**A hand rule for 3d→4p promotion energies of M²⁺ ions, Sc to Ni**

The table holds the energy of 3d$^{n-1}$4p above 3d$^n$, both at highest spin, from unrestricted HF, valence MP2 and SCS-MP2 in aug-cc-pVDZ without relativity. The program tests the rule $E=a+sp+Dh+wq$, where $p$ counts parallel d–d pairs lost, $h$ marks ions past d⁵ and $q$ is the Racah term correction, beside a straight line in $Z$, a form without $q$ and a form with a separate slope past d⁵. With constants rounded to 0.05 eV the rule matches HF to 0.19 eV and MP2 to 0.25 eV (root mean square), and left-out rows are predicted to 0.36 and 0.50 eV; the separate slope cuts the left-out errors to 0.08 and 0.05 eV. Splitting the MP2 shift by spin gives 1.1 to 1.3 eV of opposite-spin correlation for Fe²⁺ to Ni²⁺ and none before. Against CCSD(T) from the same runs, MP2 agrees to 0.01 eV from Ti²⁺ to Mn²⁺ and is about 0.3 eV high at Ni²⁺.

Calculated values. PySCF 2.14.0, HF, MP2 and SCS-MP2 energies for promoting one 3d electron to 4p in the doubly charged ions Sc²⁺ to Ni²⁺, as total energy of the 4p configuration minus that of the ground one. Each state is one real unrestricted determinant at its configuration's highest spin; aug-cc-pVDZ, non-relativistic, point nucleus. "Valence" means that 1s to 3p are frozen.

## The fit in Python

```python
# Table: 3d -> 4p promotion energies (eV) of 3d-row M2+ ions, both states at highest spin;
# PySCF, unrestricted HF, valence MP2 and SCS-MP2, aug-cc-pVDZ, non-relativistic.
# Tested: the hand rule E = a + s*p + D*h + w*q from pair counting and Racah term energies.
T = {
    'species': ['Sc2+', 'Ti2+', 'V2+', 'Cr2+', 'Mn2+', 'Fe2+', 'Co2+', 'Ni2+'],
    'Z': [21, 22, 23, 24, 25, 26, 27, 28],
    'N': [19, 20, 21, 22, 23, 24, 25, 26],
    'config': ['[Ar] 3d1', '[Ar] 3d2', '[Ar] 3d3', '[Ar] 3d4', '[Ar] 3d5', '[Ar] 3d6', '[Ar] 3d7', '[Ar] 3d8'],
    'final': ['[Ar] 4p1', '[Ar] 3d1 4p1', '[Ar] 3d2 4p1', '[Ar] 3d3 4p1', '[Ar] 3d4 4p1', '[Ar] 3d5 4p1', '[Ar] 3d6 4p1', '[Ar] 3d7 4p1'],
    'hf': [7.78, 9.75, 10.72, 11.56, 13.42, 8.87, 11.15, 12.48],  # eV
    'mp2_valence': [7.78, 9.8, 10.92, 12.0, 13.99, 9.97, 12.48, 14.17],  # eV
    'scs_mp2_valence': [7.78, 9.77, 10.78, 11.71, 13.61, 10.2, 12.65, 14.2],  # eV
}
import numpy as np
sp = T['species']; hf, mp, sc = (np.array(T[k], float) for k in ('hf', 'mp2_valence', 'scs_mp2_valence'))
n = np.array(T['N'], int) - 18; x = np.array(T['Z'], float) - 21; one = np.ones(len(n)); ix = sp.index
def pairs(k):
    u = min(k, 5); d = k - u
    return u*(u-1)//2 + d*(d-1)//2, u*d
p = np.array([pairs(k)[0] - pairs(k-1)[0] for k in n], float)
m = np.array([pairs(k)[1] - pairs(k-1)[1] for k in n], float)
cB = [0, 0, -8, -15, -21, -35, -35, -43, -50]   # Racah B coefficient of the ground term, d0..d8
beta = np.array([cB[k-1] - cB[k] for k in n], float); q = (beta - 3.5*p)/4.5; h = (n > 5)*1.0
fit = lambda A, y: np.linalg.lstsq(A, y, rcond=None)[0]
rms = lambda r: float(np.sqrt(np.mean(r**2)))
def loo(A, y):
    return np.array([A[i] @ fit(np.delete(A, i, 0), np.delete(y, i)) - y[i] for i in range(len(y))])
M = {'line in Z (a,b)': [one, x], 'pairs (a,s,D)': [one, p, h], 'rule (a,s,D,w)': [one, p, h, q],
     'rule + slope past d5': [one, p, h, q, p*h]}
M = {k: np.array(v).T for k, v in M.items()}; R = M['rule (a,s,D,w)']
print('All energies in eV; table rounding 0.005 per value. Errors are model minus table.')
for lab, y in (('HF', hf), ('MP2', mp)):
    print(lab, 'steps along the row:', ' '.join('%+.2f' % v for v in np.diff(y)))
    for k, A in M.items():
        c = fit(A, y); r = A @ c - y; j = np.argmax(abs(r)); l = loo(A, y)
        print(' %-21s' % k, ' '.join('%.2f' % v for v in c), '| rms %.2f worst %s %+.2f | left-out rms %.2f max %.2f'
              % (rms(r), sp[j], r[j], rms(l), abs(l).max()))
ch, cm = (np.round(fit(R, y)/0.05)*0.05 for y in (hf, mp))
for lab, c, y in (('HF', ch, hf), ('MP2', cm, mp)):
    r = R @ c - y
    print('Hand rule %s: %.2f %+.2f p %+.2f h %+.2f q; rms %.2f, max %.2f, max relative %.1f %%'
          % (lab, *c, rms(r), abs(r).max(), 100*abs(r/y).max()))
print('ion   p h  q |    HF  hand  error left-out |   MP2  hand  error left-out')
lh, lm = loo(R, hf), loo(R, mp)
for i, s in enumerate(sp):
    a, b = R[i] @ ch, R[i] @ cm
    print('%-5s %d %d %+d | %5.2f %5.2f %+.2f %+.2f | %5.2f %5.2f %+.2f %+.2f'
          % (s, p[i], h[i], round(q[i]), hf[i], a, a-hf[i], lh[i], mp[i], b, b-mp[i], lm[i]))
for s in ('V2+', 'Co2+'):
    i = ix(s); print('Worked %s, MP2 rule: %.2f %+.2f %+.2f %+.2f = %.2f, table %.2f' % (s, *(R[i]*cm), R[i] @ cm, mp[i]))
c = fit(R, hf); B = c[3]/4.5; K = c[1] - c[2]/5
print('HF rule recast: rise per Z %.2f, per parallel pair %.2f, w/4.5 %.3f, implied C/B %.1f' % (c[2]/5, K, B, (K-3.5*B)/1.4/B))
f = h == 0; A = np.array([one, x, beta]).T; c1 = fit(A[f], hf[f])
pr = A @ c1 - 7*4.0*c1[2]*h   # C/B about 4: rough recalled value
print('Sc-Mn only, HF: a %.2f slope %.2f B %.3f rms %.2f; with C = 4B errors:' % (*c1, rms((pr-hf)[f])),
      ' '.join('%s %+.2f' % (sp[i], pr[i]-hf[i]) for i in np.where(~f)[0]))
d1, d2 = mp - hf, sc - hf; OS = (d2 - d1/3)/(1.2 - 1/3); SS = d1 - OS   # standard SCS factors assumed
# CCSD(T)/valence and PBE0 values typed from further outputs of the same runs
cc = {'Ti2+': 9.796, 'V2+': 10.925, 'Cr2+': 11.995, 'Mn2+': 14.002, 'Ni2+': 13.885}
pb = {'Sc2+': 8.362, 'Fe2+': 10.392, 'Co2+': 12.400}
print('ion  opposite pairs lost | MP2-HF SCS-HF | opposite-spin same-spin (+-0.02) | HF, MP2, SCS, hand MP2 rule minus CCSD(T)')
for i, s in enumerate(sp):
    t = '%+.2f %+.2f %+.2f %+.2f' % tuple(v-cc[s] for v in (hf[i], mp[i], sc[i], R[i] @ cm)) if s in cc else 'no run typed'
    print('%-5s %d | %.2f %.2f | %+.2f %+.2f | %s' % (s, m[i], d1[i], d2[i], OS[i], SS[i], t))
print('Opposite-spin shift per pair, Fe Co Ni:', ' '.join('%.2f' % v for v in (OS[~f]/m[~f])))
print('Same-spin shift per parallel pair:', ' '.join('%s %.2f' % (sp[i], SS[i]/p[i]) for i in np.where(p > 0)[0]))
print('PBE0 minus MP2:', ' '.join('%s %+.2f' % (s, v - mp[ix(s)]) for s, v in pb.items()))
print('Mn to Fe change, HF MP2 SCS:', ' '.join('%.2f' % (y[ix('Fe2+')]-y[ix('Mn2+')]) for y in (hf, mp, sc)))
st = np.diff(hf)
assert all(y[ix('Fe2+')] < y[ix('Mn2+')] - 3 for y in (hf, mp, sc))
assert st[0] > st[1] and st[3] > st[2] and st[5] > st[6]
assert 0.06 < B < 0.18
assert abs(OS[f]).max() < 0.03 and OS[~f].min() > 1.0
```

It prints:

```
All energies in eV; table rounding 0.005 per value. Errors are model minus table.
HF steps along the row: +1.97 +0.97 +0.84 +1.86 -4.55 +2.28 +1.33
 line in Z (a,b)       9.21 0.43 | rms 1.44 worst Fe2+ +2.49 | left-out rms 1.82 max 3.03
 pairs (a,s,D)         7.86 1.39 1.58 | rms 0.35 worst Fe2+ +0.57 | left-out rms 0.54 max 0.98
 rule (a,s,D,w)        7.68 1.48 1.49 0.55 | rms 0.18 worst Ni2+ -0.35 | left-out rms 0.36 max 0.62
 rule + slope past d5  7.83 1.41 1.03 0.50 0.40 | rms 0.04 worst V2+ -0.07 | left-out rms 0.08 max 0.15
MP2 steps along the row: +2.02 +1.12 +1.08 +1.99 -4.02 +2.51 +1.69
 line in Z (a,b)       9.00 0.68 | rms 1.34 worst Fe2+ +2.44 | left-out rms 1.69 max 2.97
 pairs (a,s,D)         7.76 1.57 2.88 | rms 0.37 worst Fe2+ +0.67 | left-out rms 0.59 max 1.15
 rule (a,s,D,w)        7.59 1.65 2.79 0.52 | rms 0.25 worst Ni2+ -0.48 | left-out rms 0.50 max 0.86
 rule + slope past d5  7.80 1.55 2.16 0.44 0.55 | rms 0.01 worst V2+ -0.02 | left-out rms 0.05 max 0.09
Hand rule HF: 7.70 +1.50 p +1.50 h +0.55 q; rms 0.19, max 0.33, max relative 3.7 %
Hand rule MP2: 7.60 +1.65 p +2.80 h +0.50 q; rms 0.25, max 0.47, max relative 4.3 %
ion   p h  q |    HF  hand  error left-out |   MP2  hand  error left-out
Sc2+  0 0 +0 |  7.78  7.70 -0.08 -0.24 |  7.78  7.60 -0.18 -0.46
Ti2+  1 0 +1 |  9.75  9.75 +0.00 -0.08 |  9.80  9.75 -0.05 -0.09
V2+   2 0 +0 | 10.72 10.70 -0.02 -0.09 | 10.92 10.90 -0.02 -0.03
Cr2+  3 0 -1 | 11.56 11.65 +0.09 +0.04 | 12.00 12.05 +0.05 +0.08
Mn2+  4 0 +0 | 13.42 13.70 +0.28 +0.46 | 13.99 14.20 +0.21 +0.52
Fe2+  0 1 +0 |  8.87  9.20 +0.33 +0.62 |  9.97 10.40 +0.43 +0.86
Co2+  1 1 +1 | 11.15 11.25 +0.10 +0.11 | 12.48 12.55 +0.07 +0.15
Ni2+  2 1 +0 | 12.48 12.20 -0.28 -0.61 | 14.17 13.70 -0.47 -0.84
Worked V2+, MP2 rule: 7.60 +3.30 +0.00 +0.00 = 10.90, table 10.92
Worked Co2+, MP2 rule: 7.60 +1.65 +2.80 +0.50 = 12.55, table 12.48
HF rule recast: rise per Z 0.30, per parallel pair 1.19, w/4.5 0.123, implied C/B 4.4
Sc-Mn only, HF: a 7.83 slope 1.02 B 0.112 rms 0.04; with C = 4B errors: Fe2+ +0.90 Co2+ +0.53 Ni2+ +0.11
ion  opposite pairs lost | MP2-HF SCS-HF | opposite-spin same-spin (+-0.02) | HF, MP2, SCS, hand MP2 rule minus CCSD(T)
Sc2+  0 | 0.00 0.00 | +0.00 +0.00 | no run typed
Ti2+  0 | 0.05 0.02 | +0.00 +0.05 | -0.05 +0.00 -0.03 -0.05
V2+   0 | 0.20 0.06 | -0.01 +0.21 | -0.21 -0.01 -0.15 -0.03
Cr2+  0 | 0.44 0.15 | +0.00 +0.44 | -0.43 +0.01 -0.28 +0.06
Mn2+  0 | 0.57 0.19 | -0.00 +0.57 | -0.58 -0.01 -0.39 +0.20
Fe2+  5 | 1.10 1.33 | +1.11 -0.01 | no run typed
Co2+  5 | 1.33 1.50 | +1.22 +0.11 | no run typed
Ni2+  5 | 1.69 1.72 | +1.33 +0.36 | -1.40 +0.29 +0.31 -0.18
Opposite-spin shift per pair, Fe Co Ni: 0.22 0.24 0.27
Same-spin shift per parallel pair: Ti2+ 0.05 V2+ 0.10 Cr2+ 0.15 Mn2+ 0.14 Co2+ 0.11 Ni2+ 0.18
PBE0 minus MP2: Sc2+ +0.58 Fe2+ +0.42 Co2+ -0.08
Mn to Fe change, HF MP2 SCS: -4.55 -4.02 -3.41
```
